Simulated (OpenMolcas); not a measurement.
**CH5FOSn (SMILES FC[O][SnH3]): methods side by side**

CH5FOSn: 9 atoms, total charge 0, spin state singlet. As SMILES, `FC[O][SnH3]`. The coordinates come from a PBE0-D4/def2-TZVP relaxation. This is one conformer, not always the lowest.

Each level gives the vertical energy of the triplet above the singlet (eV). The values are calculated.

| level | kind | program | value (eV) | CPU time (all runs) |
| --- | --- | --- | --- | --- |
| HF/def2-SVP (core potential) | Hartree–Fock | OpenMolcas | 6.06 | 22 s |
| SVWN5/def2-SVP (core potential) | LDA | OpenMolcas | 5.50 | 75 s |
| BLYP/def2-SVP (core potential) | GGA | OpenMolcas | 5.61 | 2 min |
| PBE/def2-SVP (core potential) | GGA | OpenMolcas | 5.56 | 1.8 min |
| revPBE/def2-SVP (core potential) | GGA | OpenMolcas | 5.61 | 1.8 min |
| M06-L/def2-SVP (core potential) | meta-GGA | OpenMolcas | 6.12 | 2.6 min |
| TPSS/def2-SVP (core potential) | meta-GGA | OpenMolcas | 5.75 | 3.1 min |
| M06-2X/def2-SVP (core potential) | hybrid meta-GGA | OpenMolcas | 6.41 | 2.7 min |

Spin-orbit coupling, which can split open shells on such heavy atoms by tenths of an eV, is left out. The values span 5.50 to 6.41 eV. A triplet this far above the singlet is often a Rydberg-like or dissociative state; sets without diffuse functions put Rydberg states too high. Times are those of the runs behind each value, whatever else they computed, on shared processors of several kinds: orders of magnitude only.

At every level the triplet lies well above the singlet at this geometry, as expected for a saturated molecule with no π system to offer a low-lying acceptor orbital. The excitation probably moves an electron from an oxygen lone pair into a σ* orbital with strong tin character. Tin's diffuse valence orbitals and the polar Sn–O bond favour such an acceptor, but unpairing the electrons still costs much energy because σ bonding is weakened without any compensating new bond.

LDA and the three GGAs agree closely, from 5.50 to 5.61 eV, while TPSS, M06-L and M06-2X lie higher. The share of exact exchange alone does not order the results: M06-L, which has none, gives 6.12 eV, slightly above Hartree–Fock at 6.06 eV, probably because Hartree–Fock misses the extra correlation of the singlet's electron pair. The singlet's preference is therefore insensitive to the choice of functional, whereas the size of the gap is not. These vertical energies do not establish the energy of a relaxed triplet.
